# The Dutta–Horn relation: spectral slope from the temperature dependence of 1/f noise

The low-frequency resistance noise of metal and semimetal films goes roughly as $1/f^{\gamma}$ with $\gamma$ near 1, and both its size and its exponent change with temperature. If the noise comes from thermally activated processes, these two changes are tied together, because frequency and temperature select the same thing: the barrier height that dominates the noise. The relation goes back to Dutta, Dimon and Horn (1979). This page derives it, finds its exact remainder, and works a model of a Bi film between 1 and 100 Hz.

## Conventions

- $r(t)=\delta R(t)/R$ is the relative resistance fluctuation, with zero mean and autocorrelation $C(t)=\langle r(0)r(t)\rangle$.
- $S$ is the one-sided spectral density of $r$ per unit ordinary frequency, in Hz$^{-1}$, so $\int_0^\infty S\,df=\langle r^2\rangle$. Under current bias $S=S_V/V^2$, after the Johnson and amplifier background has been subtracted. We write $\omega=2\pi f$.
- Energies are in eV and $k$ is Boltzmann's constant.
- The local exponent and the temperature slope are

$$\gamma=-\left.\frac{\partial\ln S}{\partial\ln\omega}\right|_{T},\qquad \beta=\left.\frac{\partial\ln S}{\partial\ln T}\right|_{\omega}.$$

## Premises

1. **Equilibrium resistance fluctuations.** Defects in the film switch between configurations that scatter carriers differently. Switching times of milliseconds to seconds are far longer than the momentum relaxation time, so the Boltzmann equation has its steady solution for the instantaneous collision term, and $R$ follows the configuration. The bias only reads the fluctuation out, so $S_V\propto I^2$.
2. **Independence and stationarity.** The fluctuators are statistically independent, their small contributions to $r$ add, and the population does not change during the experiment.
3. **Activation.** Each fluctuator relaxes with $\tau=\tau_0\,e^{E/kT}$, with one attempt time $\tau_0$ for all of them and $\omega\tau_0\ll1$.
4. **Fixed weights.** $D(E)\,dE$ is the variance of $r$ contributed by fluctuators with barrier in $dE$. $D$, in eV$^{-1}$, does not depend on $T$.
5. **Smoothness.** $D$ changes little over an interval $kT$.

Premises 3 to 5 are relaxed in Steps 6 and 7.

## Step 1: one fluctuator gives a Lorentzian

Let $s(t)\in\{0,1\}$ label the configuration, with rates $w_\uparrow$ for $0\to1$ and $w_\downarrow$ for $1\to0$, and let $r$ change by $a$ on switching. The probability $P$ of state 1 obeys

$$\dot P=w_\uparrow(1-P)-w_\downarrow P=-\frac{P-p}{\tau},\qquad \frac1\tau=w_\uparrow+w_\downarrow,\qquad p=w_\uparrow\tau .$$

Starting from state 1, $P(t)=p+(1-p)e^{-t/\tau}$. The product $s(0)s(t)$ is 1 only if the system is in state 1 at both times, so $\langle s(0)s(t)\rangle=pP(t)$. Subtracting $p^2$ gives

$$C(t)=v\,e^{-|t|/\tau},\qquad v=a^2p(1-p).$$

The Wiener–Khinchin theorem in the one-sided convention is $S=4\int_0^\infty C(t)\cos\omega t\,dt$, and $\int_0^\infty e^{-t/\tau}\cos\omega t\,dt=\mathrm{Re}\,(1/\tau-i\omega)^{-1}$. Hence

$$S_1=\frac{4v\tau}{1+\omega^2\tau^2},\tag{1}$$

which integrates over $f$ to $v$, as the convention requires.

For two wells split by $\Delta$, with $E$ the saddle height above their mean energy and $\nu$ the attempt frequency, $w_{\uparrow,\downarrow}=\nu\,e^{-(E\pm\Delta/2)/kT}$. Then

$$\frac1\tau=2\nu\cosh\!\frac{\Delta}{2kT}\;e^{-E/kT},\qquad p(1-p)=\frac{1}{4\cosh^2(\Delta/2kT)}.\tag{2}$$

Premises 3 and 4 hold literally for $|\Delta|\ll kT$, with $\tau_0=1/2\nu$ and $v=a^2/4$, provided $a$ is independent of temperature.

## Step 2: sum over barriers

Cross-correlations between independent zero-mean contributions vanish, so the spectra add:

$$S(\omega,T)=\int_0^\infty dE\,D(E)\,\frac{4\tau(E)}{1+\omega^2\tau(E)^2}.\tag{3}$$

Define

$$L=-\ln(\omega\tau_0)>0,\qquad E^*=kT\,L,\qquad x=\ln\omega\tau=\frac{E-E^*}{kT}.$$

$E^*$ is the barrier for which $\omega\tau=1$. Since $\omega\tau/(1+\omega^2\tau^2)=1/(e^{x}+e^{-x})=\tfrac12\,\mathrm{sech}\,x$, the kernel in (3) is $(2/\omega)\,\mathrm{sech}\,x$, and with $dE=kT\,dx$

$$S=\frac{2kT}{\omega}\int_{-L}^{\infty}dx\,D(E^*+kTx)\,\mathrm{sech}\,x.\tag{4}$$

Nothing has been approximated so far. The kernel is even about $E^*$, with full width at half maximum $2\,\mathrm{arcosh}\,2\;kT=2.63\,kT$.

## Step 3: expand about $E^*$

**Lower limit.** The part of the kernel below $x=-L$ has area $2\arctan e^{-L}\approx2\omega\tau_0$, against a total area $\pi$. For $\tau_0=10^{-13}$ s at 100 Hz the ratio is $4\times10^{-11}$, so the limit can be moved to $-\infty$.

**Moments.** Substituting $y=e^{2x}$ gives $\mathrm{sech}\,x=2y^{1/2}/(1+y)$ and $dx=dy/2y$. The integral below is then Euler's $\int_0^\infty y^{\mu-1}(1+y)^{-1}dy=\pi/\sin\pi\mu$ with $\mu=(1+\lambda)/2$:

$$\int_{-\infty}^{\infty}e^{\lambda x}\,\mathrm{sech}\,x\,dx=\frac{\pi}{\cos(\pi\lambda/2)}=\pi\left[1+\frac{\pi^2}{8}\lambda^2+\frac{5\pi^4}{384}\lambda^4+\dots\right],\quad|\lambda|<1.\tag{5}$$

The coefficient of $\lambda^n$ is the $n$-th moment divided by $n!$. The odd moments vanish, $\int\mathrm{sech}\,x\,dx=\pi$ and $\int x^2\,\mathrm{sech}\,x\,dx=\pi^3/4$, so the rms width of the kernel is $(\pi/2)kT=1.57\,kT$.

**Result.** Inserting the Taylor series of $D$ about $E^*$ into (4), using (5) term by term and $2\pi/\omega=1/f$,

$$S=\frac{kT}{f}\left[D+\frac{\pi^2}{8}(kT)^2D''+\frac{5\pi^4}{384}(kT)^4D''''+\dots\right]_{E^*}.\tag{6}$$

The series is in general asymptotic, as it is for a Gaussian $D$. Under premise 5 the first term suffices:

$$\boxed{S(\omega,T)\simeq\frac{2\pi kT}{\omega}\,D(E^*)=\frac{kT}{f}D(E^*),\qquad E^*=-kT\ln(\omega\tau_0).}\tag{7}$$

The factor $1/f$ comes from the height of the kernel and the factor $kT$ from its width. A flat $D$ gives pure $1/f$ noise proportional to $T$. Read backwards, (7) is a spectroscopy: $D(E^*)=fS/kT$, with a resolution of $2.63\,kT$.

## Step 4: the two logarithmic derivatives

From (7), $\ln S=\ln T-\ln\omega+\ln D(E^*)+\text{const}$. The selected energy moves as

$$\left.\frac{\partial E^*}{\partial\ln\omega}\right|_T=-kT,\qquad \left.\frac{\partial E^*}{\partial\ln T}\right|_\omega=E^* .$$

The chain rule gives

$$\gamma=1+kT\,\frac{D'}{D}\Big|_{E^*},\qquad \beta=1+E^*\,\frac{D'}{D}\Big|_{E^*}.\tag{8}$$

## Step 5: eliminate $D$

Both slopes contain the unknown distribution only through $D'/D$. Eliminating it, $\gamma-1=(kT/E^*)(\beta-1)$, and $kT/E^*=1/L=-1/\ln(\omega\tau_0)$:

$$\boxed{\gamma_{\rm DH}(\omega,T)=1-\frac{1}{\ln(\omega\tau_0)}\left[\frac{\partial\ln S}{\partial\ln T}-1\right]=1+\frac{\beta-1}{L}.}\tag{9}$$

The subscript marks the exponent predicted from $\beta$, to be compared with the $\gamma$ read from the spectrum. Three consequences follow.

- Since $L>0$, $\gamma>1$ where the noise grows faster than $T$, which is where $D$ rises with $E$. Lower frequencies then reach larger $D$, and the spectrum is steeper than $1/f$.
- At a maximum of $S$ against $T$, $\beta=0$ and $\gamma=1-1/L$. The exponent crosses 1 at the maximum of $S/T$, which lies at lower temperature.
- Equation (9) is the differential form of a scaling law: $fS/T$ depends only on $T\ln(\omega\tau_0)$.

## Step 6: the exact remainder

The slopes can be taken from (3) without premise 5. At fixed $E$ the kernel is $(2/\omega)\,\mathrm{sech}\,x$ with $x=E/kT+\ln\omega\tau_0$, so $\partial x/\partial\ln\omega=1$, $\partial x/\partial\ln T=-E/kT=-(L+x)$, and $d\ln\mathrm{sech}\,x/dx=-\tanh x$. Let $\langle\cdot\rangle$ be the average over barriers with the positive weight $D\,\mathrm{sech}\,x$. Differentiating under the integral,

$$\gamma=1+\langle\tanh x\rangle,\qquad \beta=L\langle\tanh x\rangle+\langle x\tanh x\rangle.\tag{10}$$

The first equation shows that $0<\gamma<2$ for any $D$. Eliminating $\langle\tanh x\rangle$,

$$\gamma=1+\frac{\beta-1-\varepsilon}{L},\qquad \varepsilon=\langle x\tanh x\rangle-1,\qquad \gamma_{\rm DH}-\gamma=\frac{\varepsilon}{L}.\tag{11}$$

To estimate $\varepsilon$ for smooth $D$, note that $\tanh x\,\mathrm{sech}\,x=-(\mathrm{sech}\,x)'$. Integration by parts gives $\int x\tanh x\,\mathrm{sech}\,x\,dx=\pi$ and $\int x^3\tanh x\,\mathrm{sech}\,x\,dx=3\pi^3/4$. With $q=(kT)^2D''/D$,

$$\langle x\tanh x\rangle\simeq\frac{1+3\pi^2q/8}{1+\pi^2q/8},\qquad \varepsilon\simeq\frac{\pi^2}{4}(kT)^2\frac{D''}{D}.\tag{12}$$

The "$-1$" in (9) is thus the value $\langle x\tanh x\rangle=1$ of a flat distribution. Two cases can be solved in closed form.

**Exponential distribution**, $D\propto e^{\lambda E/kT}$ at the working temperature, with $\lambda/kT$ a constant. Equations (4) and (5) give $S=(kT/f)D(E^*)\sec(\pi\lambda/2)$. Hence $\gamma=1+\lambda$ exactly, and because $\lambda\propto T$ the secant adds $\varepsilon=(\pi\lambda/2)\tan(\pi\lambda/2)$ to $\beta$. For $\gamma=1.2$ this is $\varepsilon=0.102$, and with $L=25.79$ the remainder is $\varepsilon/L=0.004$.

**Single barrier.** Then $\varepsilon=x\tanh x-1$, which equals $-1$ at the corner frequency $\omega\tau=1$.

Because $x\tanh x\ge0$, always $\varepsilon\ge-1$, and $|\gamma_{\rm DH}-\gamma|\le1/L$ as long as $\langle x\tanh x\rangle\le2$. Equation (9) is therefore more robust than (7): roughness of $D$ spoils the inversion $D=fS/kT$ at relative order $q$, but enters (9) only as $q/L$. Agreement with (9) tests activation and fixed weights, and says little about smoothness.

## Step 7: temperature-dependent weights and attempt time

Let the weights carry a common factor $g(T)$ with $m=d\ln g/d\ln T$, and let $n=d\ln\tau_0/d\ln T$. The first adds $m$ to $\beta$. The second changes $\partial x/\partial\ln T$ to $-(L+x)+n$, so $L\to L-n$ in (10). Neither touches $\gamma$, and

$$\gamma=1+\frac{\beta-1-m-\varepsilon}{L-n}.\tag{13}$$

With $|n|\sim1$ the attempt time changes $\gamma-1$ only by the fraction $n/L$. The weight matters more, since it shifts $\gamma_{\rm DH}$ by $m/L$ whatever the value of $\gamma-1$. Two common sources:

- **Asymmetric wells.** If $\Delta$ is spread uniformly over many $kT$, independently of $E$, then (2) gives $\int d\Delta\,[4\cosh^2(\Delta/2kT)]^{-1}=kT$. Only wells with $|\Delta|\lesssim kT$ are active, so $g\propto T$ and $m=+1$. The factor $\cosh(\Delta/2kT)$ in the rate raises the effective $L$ by the weighted mean of $\ln\cosh(\Delta/2kT)$, which is $1-\ln2=0.31$.
- **Coupling to the resistance.** In a one-band picture with Matthiessen's rule, a switch changes the scattering rate by $\delta\Gamma$ and $a=\delta\Gamma/\Gamma_{\rm tot}$. If $\delta\Gamma$ is constant and phonons make $\Gamma_{\rm tot}\propto T$, then $g\propto a^2$ has $m=-2$. If static disorder dominates $\Gamma_{\rm tot}$, then $m\approx0$.

## Range of validity

1. **Activated dynamics with $L\gg1$.** If the rates are set by temperature-independent tunnelling, then $\beta=m$ for any $\gamma$ and no relation exists. This excludes films at liquid-helium temperatures, where tunnelling defects take over and quantum interference makes the coupling strongly temperature dependent.
2. **One attempt time.** A common activation entropy is absorbed in $\tau_0$. A prefactor correlated with $E$ is not covered.
3. **Smoothness.** Equation (7) needs $(\pi^2/8)|q|\ll1$. Equation (9) needs $|\varepsilon|/L$ to be small against the precision wanted in $\gamma$. Close to a peak of $D$, $\gamma-1$ passes through zero while $\varepsilon$ does not, so there (9) holds in absolute terms only.
4. **Many independent fluctuators** in the kernel window. In small samples single Lorentzians appear, and interacting defects violate premise 2.
5. **Known $g(T)$.** Otherwise $\gamma_{\rm DH}$ carries an offset $m/L$. In Bi both the carrier density and the mobility depend strongly on $T$, so $m=0$ cannot be taken for granted.
6. **A reversible sample.** Annealing changes $D$ itself, so warming and cooling runs must coincide. Bi melts at approximately 545 K, and a film may anneal well below that.
7. **A test over a range of $T$.** One matching pair $(\beta,\gamma)$ near $\gamma=1$ proves little. The evidence is that $\gamma(T)$ follows the shape of $\gamma_{\rm DH}(T)$. Agreement does not identify the defect.

## Illustration: model of a Bi film, 1 to 100 Hz

**Inputs, all assumed.** The attempt time is $\tau_0=10^{-13}$ s, a typical lattice value. The weights are fixed, $m=n=0$, and

$$D(E)=D_0\exp\!\left[-\frac{(E-E_0)^2}{2\sigma^2}\right],\qquad E_0=0.70\ \text{eV},\quad\sigma=0.15\ \text{eV}.$$

$E_0$ and $\sigma$ were chosen so that the exponent around room temperature stays inside the range of about 0.8 to 1.2 that is typical of metal and semimetal films. $D_0$ drops out of every slope. All numbers below are the model's, not those of bismuth.

**Energy window.** At 300 K, $kT=25.85$ meV. The two decades scan $kT\ln100=0.119$ eV, from 0.726 eV at 1 Hz to 0.607 eV at 100 Hz, while the kernel is 68 meV wide. The band holds fewer than two resolution elements, which is why $D(E)$ is mapped by sweeping temperature. By the scaling law, 100 Hz at 300 K probes the same barrier as 1 Hz at $300\times23.49/28.10=251$ K.

**One row in detail: 300 K, 10 Hz.** Here $L=25.79$, $E^*=0.667$ eV and $kT/\sigma=0.172$. Numerical integration of the averages in (10) gives $\langle\tanh x\rangle=0.0357$ and $\langle x\tanh x\rangle=0.938$, so $\gamma=1.036$ and $\beta=1.86$. An experimenter who knows only $\beta$ and $\tau_0$ predicts $\gamma_{\rm DH}=1+0.86/25.79=1.033$. The remainder is $\varepsilon=-0.062$, against $-0.070$ from (12), and $\varepsilon/L=-0.0024$. The exact spectrum is 0.968 times (7), and the second term of (6) estimates the relative correction as $-0.035$.

In the table, $\beta$ and $\gamma$ are the exact values from (10), $\gamma_{\rm DH}$ is (9) applied to that $\beta$, and $\gamma_0=1-kT(E^*-E_0)/\sigma^2$ is the leading-order exponent (8).

| $T$ (K) | $f$ (Hz) | $L$ | $E^*$ (eV) | $\beta$ | $\gamma_{\rm DH}$ | $\gamma$ | $\gamma_0$ |
|---|---|---|---|---|---|---|---|
| 250 | 10 | 25.79 | 0.556 | 4.39 | 1.131 | 1.132 | 1.138 |
| 300 | 1 | 28.10 | 0.726 | 0.14 | 0.969 | 0.972 | 0.970 |
| 300 | 10 | 25.79 | 0.667 | 1.86 | 1.033 | 1.036 | 1.038 |
| 300 | 100 | 23.49 | 0.607 | 3.30 | 1.098 | 1.100 | 1.107 |
| 350 | 10 | 25.79 | 0.778 | −1.53 | 0.902 | 0.904 | 0.896 |

The largest $|\gamma_{\rm DH}-\gamma|$ in the table is 0.0025, at 350 K, where $\gamma_0$ misses by 0.009. The chord slope of $\ln S$ between 1 and 100 Hz at 300 K is 1.036, the mid-band value, so a slope fitted over the band belongs with $\beta$ and $L$ taken at 10 Hz.

**Crossing and maximum at 10 Hz.** The kernel and $D$ are both symmetric, so $\gamma=1$ at $E^*=E_0$, that is at $T=E_0/kL=315$ K. To leading order the noise peaks where $\beta=0$ in (8), or $E^*(E^*-E_0)=\sigma^2$. This gives $E^*=0.731$ eV and $T=329$ K, with $\gamma=1-1/L=0.961$.

**Sensitivity to the premises.** Taking $\tau_0=10^{-14}$ s in the analysis raises $L$ at 10 Hz to 28.10. The prediction at 250 K moves from 1.131 to 1.121, and the inferred energy scale stretches by 9 %. The weight factor is the larger risk. An unrecognised $m=+1$ shifts $\gamma_{\rm DH}$ by $+0.039$ and $m=-2$ by $-0.078$, and both rival or exceed $\gamma-1=0.036$ at 300 K. With $m=-2$ the observed slope would be $\beta=-0.14$, and (9) would return 0.956, on the wrong side of 1. Three decimals in the table describe the mathematics of the model only. For a real film with unknown $m$ the second decimal of $\gamma_{\rm DH}$ is already uncertain.

**The same model for a Cu wiring line.** Keep $\tau_0$, $\sigma$ and 10 Hz, and set $E_0=0.9$ eV, chosen as a typical barrier for grain-boundary or interface diffusion in Cu lines. The model then puts $\gamma=1$ at 405 K and the noise maximum at $E^*=0.924$ eV, or 416 K. At room temperature such a model line sits on the rising side of $D$, with $\beta>1$ and a spectrum steeper than $1/f$.